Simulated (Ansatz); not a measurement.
Os: Boltzmann equation against the high-temperature formula (computed with Ansatz 0.2.0)

Space group P6_3/mmc (No. 194), 2 atoms in the cell of the first input below: a = 2.730 Å, b = 2.730 Å, c = 4.306 Å, α = 90.00°, β = 90.00°, γ = 120.00°.

The cell was built from a prototype of a structure type listed for this element, relaxed without spin–orbit coupling to zero pressure (pressure 0.0 GPa with this functional, without spin–orbit coupling). Functional: PBEsol.

Input:

```yaml
crystal:
  lattice:
    - [2.729701498, 0.0, 0.0]
    - [-1.364850749, 2.363990842, 0.0]
    - [0.0, 0.0, 4.3059250951]
  atoms:
    - { symbol: Os, position: [0.3333333333, 0.6666666667, 0.75] }
    - { symbol: Os, position: [0.6666666667, 0.3333333333, 0.25] }
basis:
  ecutwfc: 420
  ecutrho_ratio: 4
kpoints:
  mp_grid: { grid: [14, 14, 8] }
hamiltonian:
  xc: pbesol
scf:
  occupations: { method: methfessel_paxton, width: 0.2 }
output: {}
phonons:
  supercell: [2, 2, 2]
  qpath:
    path:
      - [[0.0, 0.0, 0.0], [0.5, 0.0, 0.0], [0.33333333, 0.33333333, 0.0], [0.0, 0.0, 0.0], [0.0, 0.0, 0.5], [0.5, 0.0, 0.5], [0.33333333, 0.33333333, 0.5], [0.0, 0.0, 0.5]]
      - [[0.5, 0.0, 0.5], [0.5, 0.0, 0.0]]
      - [[0.33333333, 0.33333333, 0.5], [0.33333333, 0.33333333, 0.0]]
    npoints: 6
  electrical_resistivity: { mesh: [28, 28, 16], temperatures: [50, 100, 200, 300, 500] }
  superconductivity: { mesh: [28, 28, 16], eliashberg_equations: false }
```

```bash
ansatz run input.yaml --threads 8 --pin off --max-ram 15360MiB --backend cpu --events-out ev --progress --plain --runs-dir out
```

Time: 2.1 min on 8 threads of Arm Neoverse V2, with other jobs on the host, peak memory 3.7 GiB.

λ_tr,xx from the finest mesh down: 0.572, 0.569, 0.623. The next coarser mesh moves the resistivity at 300 K by 2 % along the axis that moves most.

The run gives λ_tr,xx = 0.572 and a Drude plasma energy ħω_p,xx = 8.09 eV.

Estimate the resistivity along x at 300 K from the high-temperature formula.

ħ/τ = 2π λ_tr k_B T = 0.0929 eV and ρ = 1/(ε0 ω_p² τ) = 10.55 μΩ cm. The Boltzmann solution gives 9.68 μΩ cm, so the estimate is 9 % high.

```
T (K)  ρ_xx (μΩ cm)  ρ_zz (μΩ cm)  formula, xx  R_H, field along x (10⁻¹¹ m³/C)  R_H, field along z (10⁻¹¹ m³/C)
   50          0.30          0.20         1.76                             9.09                              2.6
  100          2.11          1.38         3.52                             10.5                             6.63
  200          6.06          3.96         7.04                             10.5                             7.51
  300          9.68          6.32        10.55                             10.6                             7.61
  500         16.63         10.82        17.59                             10.6                             7.74
```

R_H depends on the direction of the field. At 300 K the next coarser mesh moves R_H by up to 8 %.

At 50 K the solution is 0.17 times the linear formula, and at 500 K 0.95 times. The formula is meant for temperatures above the phonon energies and for bands that vary little within k_B T.

Caveats: no spin-orbit coupling, which matters for these elements; small supercell, couplings not converged in it.

The linear formula overestimates the resistivity at every temperature, most severely in the cold, where few phonons are thermally excited and those that remain scatter electrons through small angles. The gap narrows on heating as the phonon modes become classically populated. Part of what remains at 500 K probably reflects the freedom of the full solution to redistribute current towards weakly scattered states, which a single transport coupling doesn't allow.

Conduction is easier along the hexagonal axis throughout, and the ratio of the two resistivities barely changes with temperature. This suggests an origin largely in the anisotropic Fermi velocities of the d bands, though direction-dependent scattering could also contribute.

The positive Hall coefficients point to a dominant hole-like response, but with electron and hole sheets compensating each other in osmium they don't give a carrier density. The drop at 50 K for the field along z suggests that scattering becomes more uneven over the Fermi surface on cooling. In real samples, impurity scattering would add a residual resistivity and could alter this low-temperature Hall response.
